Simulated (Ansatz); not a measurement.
# Sn₂O₃: pressure and energy above lowest point against volume per atom

Equation of state of a cubic crystal from periodic Kohn-Sham density functional theory without spin; pressure corrected for the finite basis. The results are calculated, by Ansatz 0.2.0 development build.

Cell of the first row (space group Pn-3m, No. 224):
```
Sn2O3
1.0
      5.1463     0.0000     0.0000
      0.0000     5.1463     0.0000
      0.0000     0.0000     5.1463
Sn O
4 6
Direct
  0.25000 0.25000 0.25000
  0.75000 0.75000 0.25000
  0.75000 0.25000 0.75000
  0.25000 0.75000 0.75000
  0.50000 0.00000 0.00000
  0.00000 0.50000 0.00000
  0.00000 0.00000 0.50000
  0.50000 0.50000 0.00000
  0.50000 0.00000 0.50000
  0.00000 0.50000 0.50000
```

Settings of every row: formula Sn2O3; structure type cubic X2O3; functional PBE; spin treatment none; k mesh 11x11x11; occupation method fermi-dirac; occupation width 0.061225619 eV; wave cutoff 700 eV; datasets soft-1 PAW; density cutoff ratio 4.

Limits: a cubic model structure, not a phase known at ambient conditions; modest k-mesh, values are not fully converged in k.

```
row  volume per atom (Å³)  pressure (GPa)  energy above lowest point (meV/atom)
  1                 13.63           7.597                                 19.23
  2                 13.92           4.742                                  8.11
  3                 14.21           2.196                                  1.88
  4                  14.5          -0.075                                     0
  5                 14.79          -2.102                                  2.01
  6                 15.08               ?                                     ?
  7                 15.37          -5.535                                 16.06
```

Question: what pressure and energy above lowest point should row 6 give?

Worked fit of pressure. Take u = (V_r/V)^(2/3) − 1 with V_r = 14.355 Å³ an atom, which is twice the finite (Eulerian) strain; such expansions in the strain, on which the Birch-Murnaghan equation of state is built, carry the rest volume and the bulk modulus. The shown rows have u = 0.03515, 0.02073, 0.00679, -0.00668, -0.01971, -0.04452. Least squares give pressure = 1.0286 + 168.472 × u + 500.99 × u² + 637 × u³ GPa; a parabola predicts inner rows, each left out in turn, worse (root mean square 0.013 against 0.0005 GPa). All shown rows lie on it to the printed digit. The pressure vanishes at u = -0.0062, or V = 14.49 Å³ an atom, and there the bulk modulus at fixed shape and fractions is B = −V dP/dV = (2/3)(1 + u) dP/du = 108 GPa. The withheld row has u = -0.03231, so the fit gives 1.0286 + 168.472 × (-0.03231) + 500.99 × (-0.03231)² + 637 × (-0.03231)³ = -3.913 GPa.

The calculation gave -3.914 GPa. The fit lies 0.001 GPa (0.0076 % of the column's range) above it, one unit of the last digit.

Worked fit of energy above lowest point. Take u = (V_r/V)^(2/3) − 1 with V_r = 14.355 Å³ an atom, which is twice the finite (Eulerian) strain; such expansions in the strain, on which the Birch-Murnaghan equation of state is built, carry the rest volume and the bulk modulus. The shown rows have u = 0.03515, 0.02073, 0.00679, -0.00668, -0.01971, -0.04452. Least squares give energy above lowest point = 0.424 + 137.92 × u + 11159.6 × u² + 3887 × u³ meV/atom; a parabola predicts inner rows, each left out in turn, worse (root mean square 0.077 against 0.0056 meV/atom). All shown rows lie on it to the printed digit. Its lowest point lies at u = -0.0062, or V = 14.49 Å³ an atom, and the curvature there gives the bulk modulus at fixed shape and fractions, B = (4/9)(1 + u)² E″(u)/V = 108 GPa. The withheld row has u = -0.03231, so the fit gives 0.424 + 137.92 × (-0.03231) + 11159.6 × (-0.03231)² + 3887 × (-0.03231)³ = 7.49 meV/atom.

The calculation gave 7.48 meV/atom. The fit lies 0.01 meV/atom (0.052 % of the column's range) above it, one unit of the last digit.
